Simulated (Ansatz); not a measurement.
Isomers of CH7GeSi

2 of its isomers, all doublets with charge 0: A = `[SiH2][CH2][GeH3]`; B = `[CH3][GeH][SiH3]`.

Shapes, held fixed at every level: PBE0-D4/def2-TZVP. Flexible molecules stand in one conformer, not always the lowest. Programs: Ansatz 0.2.0.

Electronic energies in kJ/mol, without zero-point or thermal terms.

```json
{"level": "HF/def2-SVP", "kind": "Hartree–Fock", "B − A": "-45.6"}
{"level": "PBE-D4/def2-TZVPP", "kind": "GGA", "B − A": "-53.8"}
{"level": "BHLYP-D4/def2-TZVPP", "kind": "global hybrid", "B − A": "-52.1"}
{"level": "r2SCAN0-D4/def2-TZVPP", "kind": "global hybrid", "B − A": "-50.3"}
{"level": "MP2/def2-TZVPP", "kind": "perturbation theory", "B − A": "-44.2"}
{"level": "CCSD(T)/def2-SVP", "kind": "coupled cluster or CI", "B − A": "-44.5"}
{"level": "CCSD/def2-SVP", "kind": "coupled cluster or CI", "B − A": "-45.2"}
{"level": "CCSD(T)/def2-TZVPP", "kind": "coupled cluster or CI", "B − A": "-47.6"}
```

The highest level, CCSD(T)/def2-TZVPP, puts B lowest of these. All levels agree on that. The B − A difference spans -53.8 to -44.2 kJ/mol over the levels. Open shells run unrestricted unless RO is named. Relativity is left out for Ge unless named. Correlated rows may include outer-core shells of Ge, which these sets cover unevenly.

The germanium-centred radical B, with methyl and silyl substituents, lies clearly below the silicon-centred radical A, by 47.6 kJ/mol with CCSD(T) in the larger basis. Going from A to B exchanges a Si–C bond for a weaker Si–Ge bond, but also replaces two Ge–H bonds with one C–H and one Si–H bond. The stronger bonds to hydrogen probably outweigh the loss in the skeleton, so the preference needn't reflect any special delocalisation of the unpaired electron.

In the smaller basis, Hartree–Fock, CCSD and CCSD(T) nearly coincide, so correlation largely cancels between the isomers and the ordering doesn't depend on it. Enlarging the basis shifts the CCSD(T) difference more than adding triples does in the smaller one. All three density functionals favour B more strongly than the best coupled-cluster result, whereas MP2 favours it less. The energy ordering says nothing about how readily A would convert to B, since that requires both hydrogen migration and rearrangement of the heavy-atom skeleton.
